# High-temperature entropy and specific heat of a Kondo impurity

## 1. Model and premises

Units: $\hbar=k_B=1$, $\beta=1/T$; entropies and heat capacities are per impurity, in units of $k_B$. $S$ is the impurity spin, $S_{\rm imp}$ its entropy.

$$H=H_0+J\,\mathbf S\cdot\mathbf s,\qquad \mathbf s=\sum_{m=1}^{k}\psi^\dagger_{m\alpha}\tfrac12\boldsymbol\sigma_{\alpha\alpha'}\psi_{m\alpha'},\qquad g_0=J\rho .$$

$\psi_{m\alpha}$ is the conduction field at the impurity in channel $m$, $\rho$ the local density of states per spin and per channel, $J>0$ antiferromagnetic. (If the coupling is written $2J'\,\mathbf S\cdot\mathbf s$, then $g_0=2J'\rho$.)

Premises:

- P1. One impurity, no field, no anisotropy, no orbital degree of freedom; $k$ equivalent channels.
- P2. Constant, particle-hole symmetric $\rho$, bandwidth $D\gg T$, represented by a short-time cutoff $\tau_0\sim1/D$.
- P3. Weak effective coupling at the scale $T$.

Impurity quantities are differences between the metal with and without the impurity, taken in the thermodynamic limit: $F_{\rm imp}=-T\ln Z_{\rm imp}$, $Z_{\rm imp}=Z/Z_{\rm el}$, $S_{\rm imp}=-\partial_TF_{\rm imp}$, $C_{\rm imp}=\partial S_{\rm imp}/\partial\ln T$.

Interaction picture, with $V=J\,\mathbf S\cdot\mathbf s$ and ordered times:

$$Z_{\rm imp}=(2S+1)\sum_n(-1)^n\!\!\int_{\beta>\tau_1>\dots>\tau_n>0}\!\!\langle V(\tau_1)\cdots V(\tau_n)\rangle_0 .$$

The average factorises into spin and electron parts. $\langle V\rangle_0=0$, so through third order the cumulants in $\ln Z_{\rm imp}$ equal the moments.

## 2. Correlators

**Propagator.** For $0<\tau<\beta$,

$$\Gamma(\tau)=\langle T_\tau\psi(\tau)\psi^\dagger(0)\rangle=\rho\int_{-\infty}^{\infty}\!d\omega\,\frac{e^{-\omega\tau}}{1+e^{-\beta\omega}}=\frac{\rho\,\pi T}{\sin\pi T\tau},$$

since $t=e^{-\beta\omega}$ gives $T\int_0^\infty t^{T\tau-1}(1+t)^{-1}dt=\pi T/\sin\pi T\tau$. Antiperiodicity and $\Gamma(\beta-\tau)=\Gamma(\tau)$ give $\Gamma(-\tau)=-\Gamma(\tau)$. Write $\Gamma_{ij}=\Gamma(\tau_i-\tau_j)$.

**Electron loops.** Wick's theorem, one minus sign and one factor $k$ per loop, $t^a=\sigma^a/2$; self-contractions vanish because ${\rm tr}\,t^a=0$:

$$\langle s^a_1s^b_2\rangle=-k\,{\rm tr}(t^at^b)\,\Gamma_{12}\Gamma_{21}=\tfrac k2\,\delta^{ab}\,\Gamma_{12}^2 ,$$

$$\langle s^a_1s^b_2s^c_3\rangle=-k\left[{\rm tr}(t^at^bt^c)\Gamma_{12}\Gamma_{23}\Gamma_{31}+{\rm tr}(t^at^ct^b)\Gamma_{13}\Gamma_{32}\Gamma_{21}\right].$$

Oddness of $\Gamma$ gives $\Gamma_{12}\Gamma_{23}\Gamma_{31}=-P$ and $\Gamma_{13}\Gamma_{32}\Gamma_{21}=+P$ with $P=\Gamma_{12}\Gamma_{23}\Gamma_{13}$. Hence

$$\langle s^a_1s^b_2s^c_3\rangle=k\,{\rm tr}\big(t^a[t^b,t^c]\big)P=\tfrac{ik}{2}\,\epsilon^{abc}\,\Gamma_{12}\Gamma_{23}\Gamma_{13}.$$

**Spin traces.** $H_0$ does not act on $\mathbf S$, so only the order of the operators matters. From $\epsilon^{abc}S^aS^b=iS^c$:

$$\delta^{ab}\langle S^aS^b\rangle=S(S+1),\qquad \epsilon^{abc}\langle S^aS^bS^c\rangle=i\,S(S+1).$$

The third-order term exists only because spin components do not commute.

**Assembly.** At third order $(-J)^3\cdot\frac{ik}{2}\cdot iS(S+1)=+\frac k2S(S+1)J^3$. Thus

$$\ln\frac{Z_{\rm imp}}{2S+1}=\frac k2S(S+1)\left[J^2\!\!\int\!\Gamma_{12}^2+J^3\!\!\int\!\Gamma_{12}\Gamma_{23}\Gamma_{13}\right]+O(J^4).$$

*Sign test.* Replace the band by one level at zero energy ($k=1$, $\Gamma=\pm\frac12$, also odd). The formula gives $S(S+1)[(\beta J)^2/16+(\beta J)^3/96]$. The exact $Z=2(2S+1)+(2S+2)e^{-\beta JS/2}+2S\,e^{\beta J(S+1)/2}$ has the same expansion of $\ln Z$.

With $x_i=\pi T\tau_i\in(0,\pi)$ each $d\tau$ cancels one factor $\pi T$:

$$\ln\frac{Z_{\rm imp}}{2S+1}=\frac k2S(S+1)\left[g_0^2I_2+g_0^3I_3\right],$$

$$I_2=\int_{x_1>x_2}\frac{1}{\sin^2x_{12}},\qquad I_3=\int_{x_1>x_2>x_3}\frac{1}{\sin x_{12}\sin x_{23}\sin x_{13}} .$$

Regulator: any two times are at least $\tau_0$ apart on the thermal circle, an arc $\epsilon=\pi T\tau_0$ in $x$. All $T$ dependence at fixed $g_0$ enters through $\epsilon$. A term $\propto1/\epsilon\propto\beta$ in $\ln Z$ is a ground-state energy, a term $\epsilon^0$ is an entropy, a term $\propto\epsilon$ is a $T^2/D$ piece of $F$.

## 3. Second order: no entropy

With $v=x_{12}$ the centre coordinate has range $\pi-v$. Symmetrising under $v\to\pi-v$ replaces $\pi-v$ by $\pi/2$:

$$I_2=\frac\pi2\int_\epsilon^{\pi-\epsilon}\frac{dv}{\sin^2v}=\pi\cot\epsilon=\frac\pi\epsilon-\frac{\pi\epsilon}3+\dots$$

There is no $\epsilon^0$ term. Reason: at this order the spin trace is a constant, so the term equals that of a static scatterer, whose free energy has a Sommerfeld expansion $E_0+O(T^2)$. The $\epsilon$ term gives

$$C^{(2)}=T\,\partial_T^2\,(T\ln Z)=-\frac{\pi^2}{3}kS(S+1)\,g_0^2\,T\tau_0 ,$$

whose coefficient and sign depend on the band shape; only its order of magnitude is used below.

## 4. Third order: the universal constant

Use the three arcs $u=x_{12}$, $v=x_{23}$, $w=\pi-x_{13}$, with $u+v+w=\pi$ and $\sin x_{13}=\sin w$. The coordinate $x_3$ has range $w$. Integrand and domain are symmetric in $u,v,w$, so $w\to(u+v+w)/3=\pi/3$:

$$I_3=\frac\pi3K,\qquad K=\int_{u,v,w>\epsilon}\frac{du\,dw}{\sin u\,\sin v\,\sin w}.$$

Step 1. $\cot u+\cot v=\sin(u+v)/(\sin u\sin v)=\sin w/(\sin u\sin v)$, so the integrand is $(\cot u+\cot v)/\sin^2w$.

Step 2. At fixed $w$, $u$ runs from $\epsilon$ to $\pi-w-\epsilon$; both cotangents give the same logarithm:

$$K=2\int_\epsilon^{\pi-2\epsilon}\frac{dw}{\sin^2w}\,\ln\frac{\sin(w+\epsilon)}{\sin\epsilon}.$$

Step 3. Integrate by parts with $d(-\cot w)$. The logarithm vanishes at the upper limit and equals $\ln(2\cos\epsilon)$ at the lower:

$$\frac K2=\cot\epsilon\,\ln(2\cos\epsilon)+\int_\epsilon^{\pi-2\epsilon}\cot w\,\cot(w+\epsilon)\,dw .$$

Step 4. $\cot w\cot(w+\epsilon)=\cot\epsilon\,[\cot w-\cot(w+\epsilon)]-1$. The bracket integrates to $\ln[\sin w/\sin(w+\epsilon)]$, which is $+\ln(2\cos\epsilon)$ at the upper and $-\ln(2\cos\epsilon)$ at the lower limit; the $-1$ gives $-(\pi-3\epsilon)$. Therefore, exactly,

$$K=6\cot\epsilon\,\ln(2\cos\epsilon)-2\pi+6\epsilon=\frac{6\ln2}{\epsilon}-2\pi+(3-2\ln2)\,\epsilon+\dots$$

So $I_3=2\pi\ln2/\epsilon-2\pi^2/3+O(\epsilon)$, and

$$F_{\rm imp}=E_0-T\,s,\qquad s=\ln(2S+1)-\frac{\pi^2}{3}kS(S+1)\,g_0^3+O(g_0^4,\epsilon).$$

At fixed $g_0$ this is a constant entropy shift with no specific heat. $C_{\rm imp}$ arises from the logarithms of higher orders.

**The constant does not depend on the regulator.** Another cutoff changes the integrand only where times come within $\sim\tau_0$. If two do, the change is a redefinition $g_0\to g_0+ag_0^2$ in the term $g_0^2I_2$ (Section 5), which has no constant. If all three do, the change is local and shifts $E_0$. What remains are irrelevant operators, of order $\epsilon$.

An independent regulator confirms this. Replace $1/\sin x$ in each propagator by $(\sin x)^{-(1-y)}$ and continue Dyson's integral

$$\int_{[0,\pi]^N}\prod_{i<j}|2\sin x_{ij}|^{2\gamma}\,d^Nx=\pi^N\,\frac{\Gamma_E(1+N\gamma)}{\Gamma_E(1+\gamma)^N}$$

($\Gamma_E$ is Euler's function; ordered integrals are $1/N!$ of it). $N=2$, $\gamma=-1+y$ gives $I_2\to-\pi^2y$; $N=3$, $\gamma\to-\frac12$ gives $I_3\to-8\pi^2/3$. The coupling now has dimension $y$, and the flow of Section 5 becomes $dg/d\ln\beta=yg+g^2$. Its solution is $g=G/(1-G/y)$, where $G\propto\beta^{\,y}$ is the bare expansion parameter. With $G^2=g^2-2g^3/y+\dots$,

$$G^2I_2+G^3I_3=-\pi^2y\,g^2+\left(2\pi^2-\tfrac{8\pi^2}3\right)g^3=-\pi^2\left(y\,g^2+\tfrac23g^3\right).$$

At $y\to0$ the constant is again $-2\pi^2/3$.

## 5. One-loop flow

For $\tau=\tau_{12}\to0^+$, $\Gamma_{12}\to\rho/\tau$ and $\Gamma_{13}\to\Gamma_{23}$. Comparing the three-point with the two-point function gives the short-time product

$$s^a(\tau)\,s^b(0)\simeq\frac{k\rho^2\delta^{ab}}{2\tau^2}+\frac{i\rho}{\tau}\,\epsilon^{abc}s^c(0).$$

Raise the cutoff from $\tau_0$ to $\tau_0'$. Pairs of vertices with separation in between are removed. Their operator part is

$$J^2\int_{\tau_0}^{\tau_0'}\!d\tau\,\frac{i\rho}{\tau}\,\epsilon^{abc}S^aS^bs^c=-J^2\rho\,\ln\frac{\tau_0'}{\tau_0}\;\mathbf S\cdot\mathbf s ,$$

which has the form of the first-order vertex $-J\,\mathbf S\cdot\mathbf s$. Physics is unchanged if $dg_0/d\ln\tau_0=g_0^2$, for any $k$ and $S$. The $1/\tau^2$ term shifts $E_0$.

For $\epsilon\to0$, $s$ depends on $g_0$ and $\ell=\ln T\tau_0$. Invariance under the change of cutoff reads $(\partial_\ell+g_0^2\,\partial_{g_0})\,s=0$. The general solution is a function of $1/g_0+\ell$, that is of

$$g(T)=\frac{1}{1/g_0+\ln T\tau_0}=\frac1{\ln(T/T_K)},\qquad T_K=\tau_0^{-1}e^{-1/g_0},\qquad\frac{dg}{d\ln T}=-g^2 .$$

Since $g=g_0+O(g_0^2)$, matching to Section 4 fixes $s=\ln(2S+1)-\frac{\pi^2}{3}kS(S+1)g^3+O(g^4)$. Expanded in $g_0$, $g^3=g_0^3[1+3g_0\ln(1/T\tau_0)+\dots]$: the first temperature dependence is a fourth-order logarithm.

## 6. Result

From $F_{\rm imp}=E_0-Ts$: $S_{\rm imp}=s+ds/d\ln T$ and $C_{\rm imp}=ds/d\ln T+d^2s/d(\ln T)^2$. Each derivative costs one power of $g$, so at leading order, with $L=\ln(T/T_K)$,

$$\boxed{S_{\rm imp}=\ln(2S+1)-\frac{\pi^2}{3}\,kS(S+1)\,g(T)^3,\qquad C_{\rm imp}=\frac{\pi^2\,kS(S+1)}{\ln^4(T/T_K)}}$$

because $-\frac{\pi^2}{3}kS(S+1)\cdot3g^2\cdot(-g^2)=\pi^2kS(S+1)g^4$. One channel: $C_{\rm imp}=\pi^2S(S+1)/L^4$, which is $3\pi^2/(4L^4)$ for $S=\frac12$.

**Monotonic entropy.** With $B(g)=-dg/d\ln T$ the result has gradient form,

$$\frac{dS_{\rm imp}}{dg}=-\pi^2kS(S+1)\,B,\qquad C_{\rm imp}=\pi^2kS(S+1)\,B^2\ge0 .$$

The $y$ model obeys the same relation with $B=yg+g^2$, as differentiation of its last line shows. A difference of two heat capacities need not be positive, so this is a real statement: the boundary entropy falls on cooling, the $g$-theorem conjectured by Affleck and Ludwig (1991) and proved by Friedan and Konechny (2004) in the scaling limit. It holds for either sign of $J$. For $g_0<0$, $g=-1/\ln(T_0/T)$ with $T_0=\tau_0^{-1}e^{1/|g_0|}$, and $S_{\rm imp}$ decreases to $\ln(2S+1)$ from above as $T\to0$.

*Test of the coefficient.* The two-loop flow, quoted without derivation, is $B=g^2-\frac k2g^3$. For $k\gg1$ its zero $g^*=2/k$ lies at weak coupling. Assuming the gradient form with this $B$, the total entropy loss for $S=\frac12$ is $\frac{3\pi^2k}{4}\int_0^{2/k}B\,dg=\pi^2/2k^2$. The exact overscreened residual entropy $\ln[2\cos(\pi/(k+2))]$ equals $\ln2-\pi^2/2k^2$ at large $k$.

## 7. Range of validity

1. **Scale ambiguity.** $T_K\to aT_K$ multiplies $C_{\rm imp}$ by $1+4\ln a/L$. The dropped term $d^2s/d(\ln T)^2$ has relative size $-4/L$, and the uncomputed $g^4$ term of $s$ enters at the same relative order $1/L$. All of these can be absorbed in $T_K$, so the leading formula defines $T_K$ only up to a factor of order one. A $T_K$ read from a peak position or a Curie-Weiss fit is not automatically the $T_K$ of the formula.
2. **Two-loop term.** To the order of the quoted $B$, $1/g-\frac k2\ln g=L$ with $T_K\propto\tau_0^{-1}g_0^{k/2}e^{-1/g_0}$. Then $1/g\simeq L-\frac k2\ln L$, and $C_{\rm imp}$ acquires the relative correction $+2k\ln L/L$. No rescaling of $T_K$ removes it asymptotically, but at moderate $L$ it cannot be separated from item 1.
3. **Entropy budget.** The loss $\Delta S=\ln(2S+1)-S_{\rm imp}=\int_T^\infty C_{\rm imp}\,d\ln T'$ cannot exceed the total loss down to $T=0$. For $k\le2S$ the ground state keeps a spin $S-k/2$, so $\Delta S_{\max}=\ln[(2S+1)/(2S+1-k)]$. Necessary condition: $L^3\gg\pi^2kS(S+1)/(3\Delta S_{\max})$.
4. **Large spin.** A static spin acts as a potential $\pm JS/2$ with $|\tan\delta|=\pi gS/2$. Repeated scattering is an expansion in the square of this number, which must be small.
5. **Band terms.** $|C^{(2)}|/C_{\rm imp}\sim T\tau_0\,g_0^2/3g^4$ must be small. Potential scattering, excluded by P2, is exactly marginal; at weak strength it rescales $g_0$, hence $T_K$, and adds terms $\propto T/D$.
6. **Local-moment premises.** $T$ below the charge and multiplet excitations of the ion and above the impurity-impurity (RKKY) scale, which grows with concentration; zero-field splitting and Zeeman energy small against $T$.

The result is an asymptotic law, with corrections that fall only as $\ln L/L$.

## 8. Illustration: Cr in Cu above the specific-heat maximum

Inputs. Typical description: $S=\frac32$ with quenched orbital moment and $T_K$ of about 2 K, here identified with the $T_K$ of the formula (an assumption, see item 1). Cr in Cu is usually treated as fully compensated, which requires $k=2S=3$; $k=1$ would leave a spin 1 at $T=0$ and is listed for comparison. Illustrative concentration 50 ppm. Approximate host values: $D\approx7$ eV, electronic coefficient $\gamma_{\rm el}\approx0.69$ mJ mol$^{-1}$ K$^{-2}$. Debye temperature $\Theta=343$ K (compiled value, Wikipedia, temperature not stated).

Prefactors: $\Delta S=12.3/L^3$, $C_{\rm imp}=37.0/L^4$ for $k=1$; $\Delta S=37.0/L^3$, $C_{\rm imp}=111/L^4$ for $k=3$. Budgets: $\Delta S_{\max}=\ln\frac43=0.29$ and $\ln4=1.39$.

| $T$ (K) | $L$ | $g$ | $\Delta S$, $k=1$ | $C_{\rm imp}$, $k=1$ | $\Delta S$, $k=3$ | $C_{\rm imp}$, $k=3$ | $4/L$ | $6\ln L/L$ |
|---|---|---|---|---|---|---|---|---|
| 20 | 2.30 | 0.43 | 1.0 | 1.3 | 3.0 | 3.9 | 1.7 | 2.2 |
| 60 | 3.40 | 0.29 | 0.31 | 0.28 | 0.94 | 0.83 | 1.2 | 2.2 |
| 200 | 4.61 | 0.22 | 0.13 | 0.082 | 0.38 | 0.25 | 0.87 | 2.0 |

The entries are values of the leading formula; the last two columns show that its corrections are of order one throughout.

- Budget. $\Delta S$ reaches $\Delta S_{\max}$ at $L=3.0$ ($T/T_K\approx20$) for $k=3$ and at $L=3.5$ ($T/T_K\approx33$) for $k=1$. The 20 K row is unphysical for both, the 60 K row for $k=1$. For $k=3$, $\Delta S$ falls to a tenth of $\ln4$ only at $L=6.4$, $T/T_K\approx630$, above 1000 K.
- At 200 K, $\pi gS/2=0.51$. The band term is harmless: the one-loop $g_0=1/\ln(D/T_K)=0.094$ with $\tau_0=1/D$ gives $|C^{(2)}|/C_{\rm imp}\approx3\times10^{-3}$.
- Host background per Cu atom. The Debye model, $C_{\rm ph}=9(T/\Theta)^3\int_0^{\Theta/T}x^4e^x(e^x-1)^{-2}dx$, gives 0.046 at 20 K and 2.6 at 200 K; the electrons add 0.0017 and 0.017. At 50 ppm the $k=3$ term is about $4\times10^{-3}$ of $C_{\rm ph}$ at 20 K and $5\times10^{-6}$ at 200 K.
- A non-magnetic rival. At high $T$ each phonon mode contributes $1-\omega^2/12T^2$, and $\sum\omega^2$ is the trace of the dynamical matrix. Replacing one mass $M=63.55$ by $M'=52.00$ at unchanged force constants changes the trace by $3\langle\omega^2\rangle(M/M'-1)$, with $\langle\omega^2\rangle=\frac35\Theta^2$ in the Debye model. Then $\Delta C=-\frac3{20}(\Theta/T)^2(M/M'-1)\approx-0.1$ per Cr at 200 K, the same order as the Kondo tail.

The model's value at $T=100\,T_K=200$ K is $C_{\rm imp}\approx0.25\,k_B$ per Cr, or about 2.1 J K$^{-1}$ per mole of Cr, with $\Delta S\approx0.38\,k_B$; it is an order of magnitude, not a prediction for the alloy. As typical knowledge, the Cr anomaly in Cu peaks near 1 K at a few tenths of $k_B$ per Cr and falls on warming, so the leading formula with this $T_K$ overshoots: by an order of magnitude or more at 20 K, and still by a factor of a few at 200 K. Just above the maximum, where the anomaly stands out from the host, $L$ is of order one and the full crossover function (Bethe ansatz or numerical renormalisation group) is required; where the $1/L^4$ law begins to apply, the lattice hides it.